**Student:** My notes give the threshold of a cascade laser as $J_{th}=(e/\tau_{eff})[\alpha_{tot}/g_c+n_s e^{-\Delta/k_BT}]$. I can use it, but I don't believe the second term for a heavily doped 16 µm device.

**Lecturer:** Then we derive it. The premises concern one period of the cascade.

1. Level 3 is the upper and level 2 the lower laser subband, with sheet densities $n_3$, $n_2$ in cm$^{-2}$. The whole current density $J$ enters level 3; $e>0$.
2. The modal gain is $G=g_c(n_3-n_2)$ in cm$^{-1}$, so $g_c$ is in cm. The total loss $\alpha_{tot}$ is waveguide plus mirror loss.
3. Level 3 empties into level 2 with time $\tau_{32}$, into all other bound states below with $\tau_{31}$, and over a barrier with $\tau_{esc}$. Escaped electrons are collected downstream and enter neither laser level of this period.
4. The downstream injector is a reservoir in quasi-equilibrium with chemical potential $\mu$. It holds nearly the whole sheet doping $n_s$.
5. All subbands are parabolic with one in-plane mass $m^*$, and electrons and lattice share one temperature $T$.

Up to threshold stimulated emission is negligible, so

$$\frac{dn_3}{dt}=\frac{J}{e}-\frac{n_3}{\tau_3},\qquad \frac1{\tau_3}=\frac1{\tau_{32}}+\frac1{\tau_{31}}+\frac1{\tau_{esc}},$$

$$\frac{dn_2}{dt}=\frac{n_3}{\tau_{32}}-\frac{n_2}{\tau_2}+U,$$

where $\tau_2$ is the lifetime of level 2 towards the reservoir and $U$ is the flux scattered up from it.

**Student:** $U$ is a new unknown.

**Lecturer:** Detailed balance fixes it. Remove the feed from level 3. Level 2 must then settle at its equilibrium density $n_{th}$ with the reservoir, so $U=n_{th}/\tau_2$. Level 2 is nearly empty, so it does not block the upward scattering, and $U$ depends on the reservoir alone. It keeps that value when current flows. In steady state

$$n_3=\frac{J\tau_3}{e},\qquad n_2=n_3\frac{\tau_2}{\tau_{32}}+n_{th},$$

$$n_3-n_2=\frac{J\tau_{eff}}{e}-n_{th},\qquad \tau_{eff}=\tau_3\left(1-\frac{\tau_2}{\tau_{32}}\right).$$

Setting $G=\alpha_{tot}$ gives

$$J_{th}=\frac{e}{\tau_{eff}}\left[\frac{\alpha_{tot}}{g_c}+n_{th}\right].$$

**Student:** Escape shortens $\tau_3$. Shouldn't it alter the bracket $1-\tau_2/\tau_{32}$ too?

**Lecturer:** No. The bracket compares the feed of level 2 per upper-level electron, $1/\tau_{32}$, with its drain, $1/\tau_2$, and by premise 3 escape touches neither. With $1/\tau_{ph}=1/\tau_{32}+1/\tau_{31}$ and $J_0$ the threshold without either effect, the rise factorises:

$$\frac{J_{th}}{J_0}=\left(1+\frac{\tau_{ph}}{\tau_{esc}}\right)\left(1+\frac{g_c n_{th}}{\alpha_{tot}}\right),\qquad J_0=\frac{e\,\alpha_{tot}/g_c}{\tau_{ph}(1-\tau_2/\tau_{32})}.$$

**Student:** Now $n_{th}$. Some say $\Delta$ is counted from the Fermi level of the injector, others from its lowest subband.

**Lecturer:** The prefactor depends on that choice. Put the zero of energy at the bottom of the lowest injector subband. The subband bottoms are $\varepsilon_0=0,\varepsilon_1,\dots,\varepsilon_M=\Delta$, the last being level 2. Each has the density of states $m^*/\pi\hbar^2$, spin included. Integrating the Fermi function over in-plane energy gives

$$n_j=N L_j,\qquad L_j=\ln\!\left(1+e^{\eta-x_j}\right),\qquad N=\frac{m^*k_BT}{\pi\hbar^2},$$

with $\eta=\mu/k_BT$ and $x_j=\varepsilon_j/k_BT$. Neutrality of the period fixes $\eta$, and the last term is the backfilling:

$$\nu\equiv\frac{n_s}{N}=\sum_{j=0}^{M}L_j,\qquad n_{th}=N L_M\simeq N e^{-(\Delta-\mu)/k_BT}.$$

Counted from $\mu$, the exponential carries $N$, not $n_s$. Counted from the lowest subband, there are two limits. For $\nu\ll1$ every $L_j\to e^{\eta-x_j}$, so $e^{\eta}=\nu/Z$ and

$$n_{th}=\frac{n_s e^{-\Delta/k_BT}}{Z},\qquad Z=\sum_{j=0}^{M}e^{-x_j}.$$

For a single reservoir subband at any filling, with level 2 holding a negligible share, $e^{\eta}=e^{\nu}-1$ and

$$n_{th}=n_s e^{-\Delta/k_BT}\,\frac{e^{\nu}-1}{\nu}.$$

Your form needs $Z\to1$ and $\nu\to0$ together. The ladder of injector subbands lowers $n_{th}$ by sharing out the electrons, and band filling raises it. At high doping and room temperature neither correction is small, so solve for $\eta$.

**Student:** For escape I have $\tau_{esc}=L\sqrt{2\pi m^*/k_BT}\,e^{\Delta E/k_BT}$. Level 3 is one quantised subband. Why would a length appear?

**Lecturer:** It should not, for one subband. Let propagating states begin at $E_b=E_3+\Delta E$. Assume that those moving downstream are in equilibrium with level 3 at its quasi-Fermi level $\mu_3$, that they leave with unit transmission and that none return. Their flux, with $v_z\,dk_z=dE_z/\hbar$ and Boltzmann occupation, is

$$\Phi=\frac{2}{(2\pi)^3}\int_{k_z>0}\!d^3k\;v_z\,e^{(\mu_3-E)/k_BT}=\frac{2}{(2\pi)^3}\cdot\frac{k_BT}{\hbar}\cdot\frac{2\pi m^*k_BT}{\hbar^2}\,e^{(\mu_3-E_b)/k_BT},$$

which is the Richardson flux $m^*(k_BT)^2/(2\pi^2\hbar^3)$ times the exponential. The source density is $n_3=Ne^{(\mu_3-E_3)/k_BT}$. Since $\Phi=n_3/\tau_{esc}$, the mass and $\mu_3$ cancel:

$$\tau_{esc}=\frac{h}{k_BT}\,e^{\Delta E/k_BT}.$$

**Student:** So my formula is wrong?

**Lecturer:** It is the wide-well limit. If many subbands $E_i$ share $\mu_3$, the stored density is $Ne^{(\mu_3-E_c)/k_BT}Z_w$ with $Z_w=\sum_i e^{-(E_i-E_c)/k_BT}$, where $E_c$ is the band edge of the well. For a hard-wall well of width $L$, $E_i-E_c=i^2\pi^2\hbar^2/2m^*L^2$. For closely spaced levels the sum becomes a Gaussian integral, $Z_w\to L/\lambda_T$ with $\lambda_T=h/\sqrt{2\pi m^*k_BT}$. Then

$$\tau_{esc}\to\frac{L}{\lambda_T}\frac{h}{k_BT}\,e^{(E_b-E_c)/k_BT}=L\sqrt{\frac{2\pi m^*}{k_BT}}\;e^{(E_b-E_c)/k_BT}.$$

That is your expression, valid for $L\gg\lambda_T$ and with the barrier counted from the band edge. Used instead with $\Delta E=E_b-E_3$ for one subband, it differs from the result above by the factor $L/\lambda_T$. For $m^*=0.043\,m_e$, approximate for lattice-matched InGaAs, $\lambda_T=20.8$ nm at 300 K. An upper state spread over about 22 nm gives the factor 1.06. That closeness is an accident of size, and I keep the single-subband form.

**Student:** And $T_0$? My measured curves will not be pure exponentials.

**Lecturer:** Define it locally, $1/T_0=d\ln J_{th}/dT$, which returns the constant of $J\propto e^{T/T_0}$ when that law holds. We need the temperature dependence of the lifetimes, so add premise 6: $1/\tau_{32}$, $1/\tau_{31}$ and $1/\tau_2$ are LO-phonon rates, all proportional to emission plus absorption, $(n_B+1)+n_B=\coth(x_L/2)$, where $n_B=1/(e^{x_L}-1)$ and $x_L=\hbar\omega_{LO}/k_BT$. Then $\tau_2/\tau_{32}$ is constant. From $d\ln\coth(x/2)/dx=-1/\sinh x$ and $T\,dx_L/dT=-x_L$,

$$T\frac{d\ln\tau_{ph}^{-1}}{dT}=\frac{x_L}{\sinh x_L},\qquad T\frac{d\ln\tau_{esc}^{-1}}{dT}=1+\frac{\Delta E}{k_BT}.$$

For the backfilling, differentiate $n_s=N\sum L_j$ at fixed $n_s$. Use $N\propto T$, $T\,dx_j/dT=-x_j$ and $\partial L_j/\partial\eta=f_j\equiv 1/(e^{x_j-\eta}+1)$:

$$0=\nu+\sum_j f_j\,(T\eta'+x_j)\quad\Rightarrow\quad T\eta'=-\frac{\nu+\sum_j f_jx_j}{\sum_j f_j},$$

$$s_b\equiv T\frac{d\ln n_{th}}{dT}=1+\frac{f_M}{L_M}\left(x_M+T\eta'\right),$$

with $\eta'=d\eta/dT$. For $\nu\ll1$, $f_j\to L_j$ and $s_b\to x_M-\langle x\rangle$, the activation energy less the mean subband energy of the ladder in units of $k_BT$. The logarithmic derivative of a sum is the share-weighted sum of logarithmic derivatives. With $u=\tau_3/\tau_{esc}$ and $w=n_{th}/(\alpha_{tot}/g_c+n_{th})$,

$$\frac{T}{T_0}=(1-u)\frac{x_L}{\sinh x_L}+u\left(1+\frac{\Delta E}{k_BT}\right)+w\,s_b+(1-w)\,s_\alpha,\qquad s_\alpha=T\frac{d\ln(\alpha_{tot}/g_c)}{dT}.$$

**Student:** Numbers, please.

**Lecturer:** Take an InGaAs/InAlAs laser on InP at 16 µm, photon energy 77.5 meV, at 300 K, where $k_BT=25.85$ meV. Approximate material inputs are $m^*=0.043\,m_e$ and $\hbar\omega_{LO}=34$ meV. Illustrative design inputs are $n_s=3.0\times10^{11}$ cm$^{-2}$ per period; $\Delta=120$ meV with $M=4$ and equal spacing, $\varepsilon_j=30j$ meV; $\tau_{32}=1.4$ ps, $\tau_{31}=0.9$ ps, $\tau_2=0.25$ ps at 300 K; $\alpha_{tot}=45$ cm$^{-1}$, large because free carriers absorb strongly at long wavelength; $g_c=3.0\times10^{-9}$ cm; and $\Delta E=130$ meV up to the edge of a wide upper miniband that acts as the continuum. Set $s_\alpha=0$ for now.

*Backfilling.* $N=4.64\times10^{11}$ cm$^{-2}$ and $\nu=0.646$. Neutrality gives $e^{\eta}=0.525$, so $\mu=-16.6$ meV and $n_{th}=2.35\times10^{9}$ cm$^{-2}$. Your form gives $2.89\times10^{9}$ cm$^{-2}$, which is 23 % higher. The ladder alone, $Z=1.452$, would give $1.99\times10^{9}$ cm$^{-2}$, and band filling multiplies that by 1.18. With one reservoir subband the filling factor $(e^\nu-1)/\nu$ would be 1.41. For the slope, $\sum f_j=0.556$, $\sum f_jx_j=0.357$, $T\eta'=-1.80$, $f_M/L_M=0.997$, and $s_b=3.83$, against $x_M=4.64$ from the bare exponential.

*Escape.* $h/k_BT=0.160$ ps and $\Delta E/k_BT=5.03$, so $\tau_{esc}=24.4$ ps. Then $\tau_{ph}=0.548$ ps falls to $\tau_3=0.536$ ps, $\tau_{eff}$ falls from 0.450 ps to 0.440 ps, and $u=0.0219$.

*Threshold.* $\alpha_{tot}/g_c=1.5\times10^{10}$ cm$^{-2}$, $J_0=5.3$ kA/cm$^2$ and $J_{th}=6.3$ kA/cm$^2$. The rise of 18 % is the product of 15.6 % from backfilling and 2.2 % from escape, and $w=0.135$. With $x_L=1.315$, $x_L/\sinh x_L=0.761$.

| Term | Contribution to $T/T_0$ |
|---|---|
| LO phonons | 0.744 |
| escape | 0.132 |
| backfilling | 0.518 |
| sum | 1.394 |

The model's $T_0$ is 215 K. Phonons alone would give 394 K. The bare $n_se^{-\Delta/k_BT}$ gives 6.5 kA/cm$^2$ and 184 K, since it overstates both the density and its slope. The third digit in all this is bookkeeping for comparing terms.

**Student:** Escape adds only 2.2 % to the threshold. Surely things we dropped are as large.

**Lecturer:** Some are, and they mark the range of validity.

*Reservoir depletion.* At threshold $n_3=2.11\times10^{10}$ cm$^{-2}$, and the fed part of $n_2$ is $0.38\times10^{10}$ cm$^{-2}$. Together they take 8.3 % of $n_s$ from the reservoir. From the neutrality condition at fixed $T$, $d\ln n_{th}/d\ln n_s=(f_M/L_M)\,\nu/\sum f_j=1.16$. So $n_{th}$ drops by about 9.6 % and $J_{th}$ by about 1.3 %. Premise 4 needs $J\tau_3/e\ll n_s$. The Boltzmann form for level 3 needs $n_3/N\ll1$, and here it is 0.045.

*Scattering from 2 up to 3.* By detailed balance its rate is $e^{-h\nu_0/k_BT}/\tau_{32}$, with $h\nu_0$ the photon energy, and the factor is 0.050. The flux is 0.6 % of $J_{th}/e$. It grows quickly at longer wavelength.

*Hot electrons.* Under bias the electrons are warmer than the lattice. Both activated terms follow the electron temperature, while $n_B$ follows the lattice. With electrons at an assumed 350 K and the phonon lifetimes left at their 300 K values, $n_{th}=4.0\times10^{9}$ cm$^{-2}$, $\tau_{esc}=10.2$ ps and $J_{th}=7.1$ kA/cm$^2$, up by 13 %. This rivals the whole effect. In continuous operation the lattice heats as well, so the one-temperature result belongs to short pulses at best.

*Linewidth and loss.* A broader line lowers the peak $g_c$. If $\alpha_{tot}/g_c$ grows by an assumed $10^{-3}$ K$^{-1}$, then $s_\alpha=0.3$ and the last term is 0.26, larger than the escape term, and $T_0$ becomes 181 K. Comparing dopings needs care too: $\alpha_{tot}$ rises with $n_s$ and must not be held fixed.

*The escape rate.* It assumes that scattering refills the outgoing states as fast as they leave. The prefactor time of 0.160 ps is shorter than the intersubband lifetimes used above, so the formula is an upper bound on the over-barrier rate. Tunnelling from states below $E_b$ is a separate channel that adds to it. If the state above level 3 is one discrete subband, a computed scattering rate must replace the thermionic one. Both activated terms also need $\Delta,\Delta E\gg k_BT$, and inversion needs $\tau_2<\tau_{32}$.

*The rest.* Nonparabolicity makes the masses of the subbands unequal and changes the prefactors. Interface-roughness, alloy and impurity scattering depend weakly on temperature and dilute the phonon term. Current that bypasses both laser levels divides $J_{th}$ by an injection efficiency. At high doping the space charge shifts $\Delta$ and $\Delta E$, which must come from a self-consistent band diagram at the threshold field.

**Student:** Then what do 6.3 kA/cm$^2$ and 215 K tell me about a real laser?

**Lecturer:** They are the model's numbers, not a device's. Pulsed room-temperature thresholds of roughly 5 to 10 kA/cm$^2$ and $T_0$ of roughly 200 to 250 K are typical knowledge for heavily doped lasers of this kind. I chose the loss, gain, lifetimes and energies to fall in that range, so landing there tests nothing. What the derivation establishes is the partition for these inputs. Phonons set the larger part of the slope. Backfilling outweighs escape in both the threshold and $1/T_0$. Since $w\,s_b$ and $u(1+\Delta E/k_BT)$ grow with temperature here, the local $T_0$ falls as the laser warms, and a fit over a range below 300 K returns a larger value than the slope at 300 K.